\section*{Statement and premises}

A gapped superconductor with time-reversal symmetry in three dimensions carries an integer $\nu$, the winding number, which cannot change while the quasiparticle gap stays open. An odd $\nu$ implies gapless Majorana states on any surface that keeps time reversal. Computing $\nu$ needs the gap function over the whole Brillouin zone, which is rarely known. Fu and Berg, and Sato, showed in 2010 that the parity of $\nu$ follows from the normal-state bands alone if the gap is odd under inversion:
\begin{equation}
(-1)^{\nu}=\prod_{i=1}^{8}(-1)^{N(\Gamma_i)} .
\label{crit}
\end{equation}
The $\Gamma_i$ are the eight time-reversal-invariant momenta (TRIM), half reciprocal-lattice vectors, for which $-\Gamma_i$ and $\Gamma_i$ are equivalent (in silicon: $\Gamma$, three X and four L points). $N(\Gamma_i)$ is the number of Kramers pairs of normal-state levels below the Fermi level at $\Gamma_i$.

Let $h(\mathbf k)$ be the Bloch Hamiltonian measured from the Fermi level $\mu$, a Hermitian $2n\times2n$ matrix ($n$ orbitals, two spins), periodic in the zone. The $s_a$ are Pauli matrices of spin and $K$ is complex conjugation. The premises are:
\begin{enumerate}
\item Mean-field (BCS) pairing of $\mathbf k$ with $-\mathbf k$.
\item Time reversal $\Theta=is_yK$, $\Theta^2=-1$, holds in the normal and the paired state.
\item The crystal has an inversion centre: $P\,h(-\mathbf k)P=h(\mathbf k)$ with a constant matrix $P=P^\dagger$, $P^2=1$, that commutes with $\Theta$.
\item The gap is odd under $P$.
\item The quasiparticle spectrum is gapped at every $\mathbf k$.
\item At each TRIM the pairing matrix is smaller than the distance of every normal-state level from $\mu$.
\end{enumerate}
A constant $P$ needs a cell that inversion maps onto itself, as for the two atoms of diamond about a bond centre. An orbital on another inversion centre, at the cell edge, can be written as a combination, of its own parity about that centre, of two auxiliary orbitals just inside opposite faces, with the orthogonal combination pushed far above $\mu$. This adds only an empty band, so the premise costs no generality.

\section*{Step 1: reduction to one matrix $q(\mathbf k)$}

Write the pairing term as $\tfrac12\sum_{\mathbf k}[c^\dagger_{\mathbf k}D(\mathbf k)\,is_y\,c^{\dagger T}_{-\mathbf k}+\text{h.c.}]$ and use the spinor $(c_{\mathbf k},\,is_yc^{\dagger T}_{-\mathbf k})$. The hole block of the Bogoliubov--de Gennes (BdG) matrix is $-s_yh^T(-\mathbf k)s_y=-s_yh^*(-\mathbf k)s_y$, which equals $-h(\mathbf k)$ by time reversal. Fermi statistics requires $D(\mathbf k)is_y=-[D(-\mathbf k)is_y]^T$, that is $D(\mathbf k)=s_yD^T(-\mathbf k)s_y$. Time reversal, with the overall phase of the condensate chosen suitably, requires $D(\mathbf k)=s_yD^*(-\mathbf k)s_y$. Together they give $D^T=D^*$, so $D$ is Hermitian and
\begin{equation}
H=\begin{pmatrix}h&D\\D&-h\end{pmatrix},\qquad
V^\dagger HV=\begin{pmatrix}0&q\\q^\dagger&0\end{pmatrix},\qquad
V=\frac1{\sqrt2}\begin{pmatrix}1&1\\-i&i\end{pmatrix},
\end{equation}
\begin{equation}
q(\mathbf k)=h(\mathbf k)+iD(\mathbf k).
\end{equation}
The squared quasiparticle energies are the eigenvalues of $q^\dagger q$, so premise 5 says that $q$ is invertible everywhere. The winding number is
\begin{equation}
\nu[q]=\frac1{24\pi^2}\int d^3k\;\epsilon^{ijl}\,\mathrm{tr}(A_iA_jA_l),\qquad A_i=q^{-1}\partial_iq .
\label{wind}
\end{equation}
Its sign is a convention: the phase change $D\to-D$ turns $q$ into $q^\dagger$ and reverses $\nu$.

Two properties of \eqref{wind} are needed. First, it is unchanged by smooth deformations that keep $q$ invertible. With $\eta=q^{-1}\delta q$ one has $\delta A_i=\partial_i\eta+[A_i,\eta]$. The commutator drops out of the trace by cyclicity, and $\epsilon^{ijl}A_jA_l=-\epsilon^{ijl}\partial_jA_l$, so
\begin{equation}
\delta\,\epsilon^{ijl}\mathrm{tr}(A_iA_jA_l)=-3\,\partial_i\,\epsilon^{ijl}\,\mathrm{tr}(\eta\,\partial_jA_l),
\end{equation}
a divergence, which integrates to zero over the periodic zone. Second, take $q$ in SU(2), the unit sphere $n_0+i\mathbf n\cdot\boldsymbol\sigma$ in four dimensions, with $\sigma_a$ Pauli matrices. Near any element $q_0$ write $q=q_0e^{i\mathbf x\cdot\boldsymbol\sigma}$, so that $A_i=i\,\partial_i\mathbf x\cdot\boldsymbol\sigma$ at $\mathbf x=0$. Since $\mathrm{tr}[(i\sigma_a)(i\sigma_b)(i\sigma_c)]=2\epsilon_{abc}$, the integrand of \eqref{wind} is $12\det(\partial x_a/\partial k_i)$. Then $\nu$ is the signed volume swept on the sphere divided by its total volume $2\pi^2$, the degree of the map. It equals the number of points $\mathbf k$ that reach any chosen $q_0$, each counted with the sign of $\det(\partial x_a/\partial k_i)$.

\section*{Step 2: what parity does}

For an even gap, $PD(-\mathbf k)P=D(\mathbf k)$, so $q(-\mathbf k)=Pq(\mathbf k)P$. The constant $P$ cancels in the trace and the three derivatives each change sign, so $\nu=-\nu=0$. For an odd gap, $PD(-\mathbf k)P=-D(\mathbf k)$, and
\begin{equation}
P\,q(-\mathbf k)\,P=q^\dagger(\mathbf k).
\label{odd}
\end{equation}
Define the antiunitary $\mathcal A=P\Theta$, with $\mathcal A^2=-1$, which acts at fixed $\mathbf k$. It commutes with $h$, which makes every normal-state band doubly degenerate. It anticommutes with $D$ and also with $i$, so it commutes with $q$.

Flatten $q$ along the invertible path $q(q^\dagger q)^{-t/2}$, $0\le t\le1$, to the unitary $Q=q(q^\dagger q)^{-1/2}$. $Q$ commutes with $\mathcal A$, and it obeys \eqref{odd} because the unitary factor of a polar decomposition is unique and that of $q^\dagger$ is $Q^\dagger$. Set
\begin{equation}
g(\mathbf k)=Q(\mathbf k)P,\qquad \nu[g]=\nu[q],\qquad [\mathcal A,g]=0,\qquad g(-\mathbf k)=g(\mathbf k)^{-1}.
\label{gsym}
\end{equation}
The winding is unchanged because $P$ is constant, and the last relation is $Q(-\mathbf k)P=PQ^\dagger(\mathbf k)=(QP)^\dagger$.

\section*{Step 3: $\nu$ counts the points where $g$ has eigenvalue $-1$}

If $gv=e^{i\theta}v$, then $g\mathcal Av=e^{-i\theta}\mathcal Av$, and $\mathcal Av$ is orthogonal to $v$ because $\mathcal A^2=-1$. Eigenvalues come in pairs $e^{\pm i\theta}$, and $-1$ has even multiplicity. Near a point $\mathbf k_0$ where one pair reaches $-1$, take a smooth orthonormal basis $(v,\mathcal Av)$ of its two-dimensional subspace, collected in a $2n\times2$ matrix $U(\mathbf k)$. A $2\times2$ unitary that commutes with $\mathcal A$ has the form $\begin{pmatrix}a&b\\-b^*&a^*\end{pmatrix}$ and lies in SU(2), so the block is
\begin{equation}
U^\dagger gU=-e^{i\mathbf x(\mathbf k)\cdot\boldsymbol\sigma},\qquad \mathbf x(\mathbf k_0)=0 .
\end{equation}
These are three equations in three unknowns, so the solutions are in general isolated points with $\det(\partial x_a/\partial k_i)\neq0$. Two pairs at $-1$ together need ten conditions and do not occur in general. Where further crystal symmetry forces a special case away from the TRIM, a small perturbation that respects \eqref{gsym} removes it without changing $\nu$. Another basis $(v,\mathcal Av)$ differs by an SU(2) matrix, which rotates $\mathbf x$ properly, so the sign of the determinant is well defined.

Now deform the eigenvalues, $e^{i\theta}\to e^{iF_t(\theta)}$, keeping the eigenvectors. $F_t$ is smooth, odd and non-decreasing on $[-\pi,\pi]$, $F_t(\pm\pi)=\pm\pi$ with positive slope there, $F_0(\theta)=\theta$, and $F_1(\theta)=0$ for $|\theta|<\pi-\delta$. For small $\delta$ the result $g'$ is the unit matrix outside small balls around the points $\mathbf k_0$, and inside a ball $g'=1+U(g_2-1)U^\dagger$ with $g_2$ in SU(2) and $g_2=1$ on the surface of the ball. Replacing $U(\mathbf k)$ by $U(\mathbf k_0+s(\mathbf k-\mathbf k_0))$ and taking $s$ from 1 to 0 keeps $g'$ unitary and equal to 1 on the surface, and leaves $U$ constant. Each ball then contributes the degree of $g_2$, which reaches $-1$ only at $\mathbf k_0$:
\begin{equation}
\nu=\sum_{\mathbf k_0}\mathrm{sgn}\det\frac{\partial x_a}{\partial k_i}\Big|_{\mathbf k_0}.
\label{count}
\end{equation}

\section*{Step 4: only the TRIM matter modulo 2}

Since $g(-\mathbf k)=g(\mathbf k)^{-1}$, a point $\mathbf k_0$ has a partner $-\mathbf k_0$, where the same basis serves and $\mathbf x(-\mathbf k)=-\mathbf x(\mathbf k)$. The Jacobians are equal, so the two contribute $\pm2$ unless they are the same point, a TRIM.

At a TRIM $g=g^{-1}$, so all eigenvalues are $\pm1$. Let $-1$ have multiplicity $2m_i$; here symmetry can hold $m_i>1$, and this case needs care. Put $\mathbf k=\Gamma_i+\boldsymbol\kappa$. The projector on the eigenvalues near $-1$ is the same for $g$ and $g^{-1}$, hence even in $\boldsymbol\kappa$, and it commutes with $\mathcal A$. Projecting a basis of pairs $(v,\mathcal Av)$ from $\Gamma_i$ and orthonormalising it symmetrically gives a basis with the same two properties. In it the block is $-e^{iX(\boldsymbol\kappa)}$, with $X$ small, Hermitian, odd in $\boldsymbol\kappa$ and anticommuting with $\mathcal A$. These conditions are linear, and $X_0=\varepsilon\,\boldsymbol\kappa\cdot\boldsymbol\sigma\otimes1_{m_i}$ meets them. Deform $X$ to $(1-tw)X+twX_0$, where $w(|\boldsymbol\kappa|)$ is 1 near the centre and 0 at the edge of a small ball. At $t=1$ the centre holds $m_i$ uncoupled SU(2) blocks, each of degree $+1$ by Step 3. New points with eigenvalue $-1$ may appear in the shell where $w$ falls, but the symmetries \eqref{gsym} are intact, so they come in pairs $\pm\boldsymbol\kappa$. Therefore
\begin{equation}
\nu\equiv\sum_{i=1}^8m_i\pmod2 .
\label{msum}
\end{equation}
No weak-coupling assumption has entered so far.

\section*{Step 5: weak pairing at the TRIM}

At a TRIM, \eqref{odd} reads $PqP=q^\dagger$, so $M=qP$ is Hermitian. Then $g=qP\,(Pq^\dagger qP)^{-1/2}=M(M^2)^{-1/2}$, and $2m_i$ is the number of negative eigenvalues of $M=hP+iDP$. Scale $D\to tD$. An eigenvalue of a Hermitian matrix moves by at most the norm $\|D\|$ (largest absolute eigenvalue) of the added term, and the eigenvalues of $hP$ are $\pm\xi_a$, with $\xi_a$ the levels of $h$, because $h$ and $P$ commute there. If
\begin{equation}
\|D(\Gamma_i)\|<\min_a|\xi_a(\Gamma_i)|,
\label{weak}
\end{equation}
none crosses zero and the count can be made at $D=0$. This is premise 6 in exact form. The product of level and parity is negative for occupied even states and empty odd states. Let $N^{\pm}_i$ be the numbers of occupied pairs of each parity and $n^-$ the number of odd pairs in the basis, which is the same at all TRIM because $P$ is constant. Then
\begin{equation}
m_i=N_i^++(n^--N_i^-)\equiv N(\Gamma_i)+n^-\pmod2 .
\end{equation}
The parities of the bands have dropped out. In \eqref{msum} the term $8n^-$ is even, which leaves $\nu\equiv\sum_iN(\Gamma_i)$, that is \eqref{crit}.

For the Fermi-surface form, let band $a$, doubly degenerate and counted once, be occupied at $p_a$ of the eight TRIM, so that $\sum_iN(\Gamma_i)=\sum_ap_a$. Full and empty bands give $p_a=8$ and $0$. Electron pockets enclose the $p_a$ occupied TRIM and hole pockets the $8-p_a$ empty ones, which has the same parity. So $\nu$ is odd exactly when the Fermi surfaces enclose an odd number of TRIM, a TRIM being counted once for each band whose surface encloses it.

\section*{Range of validity}

The criterion gives the parity only: an odd count guarantees $\nu\ne0$, while an even count allows $\nu=0,\pm2,\dots$. It does not say that the pairing is odd; that comes from the interaction, and for an even gap $\nu=0$ whatever the count. It fails without an inversion centre (zinc-blende crystals, asymmetric stacks), for a gap of mixed parity or one that breaks time reversal, and in a magnetic field. If the gap has nodes, which point-group symmetry often forces on odd states, $\nu$ is undefined. Condition \eqref{weak} is needed only at eight points, but it fails when $\mu$ comes within $\|D\|$ of a level at a TRIM, and $\nu$ can jump there. Spin--orbit coupling may have any strength. Crystal momentum must be a good label, and odd-parity gaps are in general weakened by non-magnetic scattering once $\hbar/\tau$, with $\tau$ the scattering time, approaches the gap.

\section*{Illustration: electron-doped Cd$_3$As$_2$}

Cd$_3$As$_2$ is treated as a centrosymmetric tetragonal crystal with inverted bands at $\Gamma$: an even $s$-like doublet lies below an odd $p$-like doublet with $j_z=\pm3/2$, and the two cross at Dirac points on the $k_z$ axis. With Pauli matrices $\tau_a$ for the orbital ($\tau_z=+1$ for $s$), $s_z$ for the sign of $j_z$, and $P=\tau_z$,
\begin{equation}
h=m\,\tau_z+A(k_xs_z\tau_x-k_y\tau_y)-\mu,\qquad m=-M_0+M_1k_z^2+M_2k_\parallel^2 .
\end{equation}
The bands are $\pm E-\mu$ with $E=(m^2+A^2k_\parallel^2)^{1/2}$, and $\mu$ is measured from the Dirac points. The assumed inputs are $M_0=20$~meV, $M_1=0.19$~eV\,nm$^2$, $M_2=0.14$~eV\,nm$^2$ and $A=0.6$~eV\,nm. The last gives $A/\hbar=9.1\times10^5$~m/s and was chosen to reproduce the typical in-plane velocity of about $10^6$~m/s. The Dirac points lie at $k_z=\pm(M_0/M_1)^{1/2}=\pm0.324$~nm$^{-1}$. The other seven TRIM are assumed to lie where $m>\mu$, with all remaining bands full or empty.

The pairing symmetry is not established, so a gap is assumed:
\begin{equation}
D=\lambda\,[\,k_zs_z+(k_xs_x+k_ys_y)(1+\tau_z)/2\,],\qquad\lambda=1~\text{meV\,nm (assumed)}.
\end{equation}
It is even under $\Theta$ (both $\mathbf k$ and $\mathbf s$ reverse), odd under $P$, and zero at $\Gamma$, so \eqref{weak} holds for $\mu\ne M_0$. Because $s_z$ commutes with $h$, each state of the conduction doublet has definite $s_z$ and $s$-orbital weight $w_s=(1+m/E)/2$. Projecting $D$ on the doublet gives the gap $\lambda(k_z^2+w_s^2k_\parallel^2)^{1/2}$ on the Fermi surface. For $k_z=0$ and $k_\parallel\neq0$ the orbitals are mixed and $w_s>0$, so the gap vanishes only if the surface passes through $\Gamma$, at $\mu=M_0$.

On the Fermi surface $E=\mu$, and $\rho=k_\parallel^2$ solves $M_2^2\rho^2+(A^2+2aM_2)\rho+a^2-\mu^2=0$ with $a=M_1k_z^2-M_0$. The electron density of the doubly degenerate band is
\begin{equation}
n_e=\frac{2}{(2\pi)^3}\int dk_z\,\pi\rho(k_z).
\end{equation}
For $\mu<M_0$ there are two pockets, one around each Dirac point, and neither holds $\Gamma$. They merge at $\mu=M_0$, where the model has $n_e=1.4\times10^{16}$~cm$^{-3}$. At $\Gamma$ the $s$ pair at $-M_0-\mu$ is always occupied and the $p$ pair at $M_0-\mu$ is occupied only for $\mu>M_0$. At each of the other TRIM the $p$ pair alone is occupied.

\begin{center}
\begin{tabular}{cccccc}
$\mu$ (meV) & $n_e$ (cm$^{-3}$) & $|k_z|$ range (nm$^{-1}$) & $N(\Gamma)$ & $\sum_iN(\Gamma_i)$ & $\nu$\\\hline
10 & $1.6\times10^{15}$ & 0.229 to 0.397 & 1 & 8 & $+2$\\
150 & $2.4\times10^{18}$ & 0 to 0.946 & 2 & 9 & $-1$
\end{tabular}
\end{center}

At $\mu=150$~meV the equator has $k_\parallel=0.249$~nm$^{-1}$ and $w_s=0.462$, so the model's gap is 0.12~meV there and 0.95~meV at the poles, small beside the 130~meV from $\mu$ to the nearest level at $\Gamma$. At $\mu=10$~meV the gap is at least 0.23~meV. The first row is formal, as so low a density would hardly superconduct.

The last column is computed from \eqref{wind} without the criterion; at large $k$ the flattened $q$ tends to the constant $\tau_z$, so the integral over all $\mathbf k$ stands for the zone. For $\mu>M_0$ reduce $A$ to zero. The gap stays open, because $w_s=0$ would need $m=-\mu<-M_0$. The orbitals decouple. The $p$ block $-m-\mu+i\lambda k_zs_z$ is diagonal, so its $A_i$ commute and it gives zero. The $s$ block $m-\mu+i\lambda\mathbf k\cdot\mathbf s$, once normalised, lies in SU(2) and equals $-1$ only at $\mathbf k=0$, where $\mathbf x=-\lambda\mathbf k/(M_0+\mu)$. The Jacobian is negative and $\nu=-1$.

For $\mu<M_0$ switch off the in-plane part of $D$, which is allowed because $k_z\ne0$ on the pockets. Then $q$ splits into blocks $s_z=s=\pm1$, each of the form $-\mu+is\lambda k_z+E\,\mathbf n\cdot\boldsymbol\tau$ with $E\mathbf n=(sAk_x,-Ak_y,m)$. The flattened block is $e^{i\beta}(\cos\chi+i\sin\chi\,\mathbf n\cdot\boldsymbol\tau)$, where $\beta\pm\chi$ are the phases of the eigenvalues $\pm E-\mu+is\lambda k_z$. The scalar phase drops out of \eqref{wind}: its cross terms carry either $\epsilon^{ijl}\partial_i\beta\,\partial_j\beta=0$ or $\epsilon^{ijl}\mathrm{tr}(B_jB_l)=0$, with $B_j$ the SU(2) part of $A_j$. What remains is the swept volume $\sin^2\chi\,d\chi\,d\Omega_{\mathbf n}/2\pi^2$. For small $\lambda$ the lower phase stays at $\pi$ and the upper one, $\varphi$, falls from $\varsigma\pi$ inside a pocket to 0 outside, with $\varsigma=s\,\mathrm{sgn}\,k_z$. With $\chi=(\varphi-\pi)/2$, $\int\sin^2\chi\,d\chi=-\varsigma\pi/4$ across the surface. Over a pocket $\mathbf n$ covers the solid angle $4\pi$ times the sign of the Jacobian of $E\mathbf n$ at the Dirac point, which is $-s\,\mathrm{sgn}\,k_z=-\varsigma$. Each pocket and spin gives $(\pi/4)(4\pi)/2\pi^2=1/2$, and the four give $\nu=+2$. Both values have the parity that \eqref{crit} predicts, and the first row shows that even does not mean trivial. The jump by 3 at $\mu=M_0$ reflects the $j_z=\pm3/2$ doublet, on which the spin-flip pairing projects as $(k_x-ik_y)^3$ near $\Gamma$.

All these numbers are the model's. Typical as-grown crystals have $n_e$ of a few $10^{18}$~cm$^{-3}$ and $\mu$ of 100 to 200~meV, the regime that the second row was set up to represent. The model's Fermi surface there has an axis ratio of 3.8, whereas a typical ratio is below about 2, so it is too long along $k_z$ by roughly a factor of two; this does not change what it encloses. The merging density is only an order of magnitude. An omitted term $C_1k_z^2$ common to both bands, with a typical $C_1$ of 0.1~eV\,nm$^2$, raises the Dirac points by 11~meV relative to the levels at $\Gamma$ and brings the merging point down to 9~meV above them. Typical estimates of the inversion scale $M_0$ run from about 10 to over 100~meV, and at fixed $M_1$ and $A$ the merging density grows nearly as $M_0^{5/2}$, a factor of 56 for a fivefold $M_0$.

The same count applies to silicon, whose diamond lattice is centrosymmetric. The six electron valleys lie inside the zone on the $\Gamma$--X lines and enclose no TRIM, so moderate n-type doping gives an even count. In p-type material the heavy- and light-hole surfaces each enclose $\Gamma$, again even, until the Fermi level passes the split-off band, a typical $\Delta_{so}=44$~meV below the band edge, and a third surface makes the count odd. With parabolic bands and typical masses $0.49\,m_e$ and $0.16\,m_e$, the wave numbers $(2m^*\Delta_{so})^{1/2}/\hbar$ are 0.752 and 0.430~nm$^{-1}$, and the model's threshold $(k_{hh}^3+k_{lh}^3)/3\pi^2$ is $1.7\times10^{19}$~cm$^{-3}$. As typical knowledge, warping and non-parabolicity raise the hole density of states at such energies, so the model lies low by roughly a factor of two. Boron-doped silicon superconducts at typical hole densities near $10^{21}$~cm$^{-3}$, where the count is three, but its pairing is regarded as conventional and even, and Step 2 then gives $\nu=0$.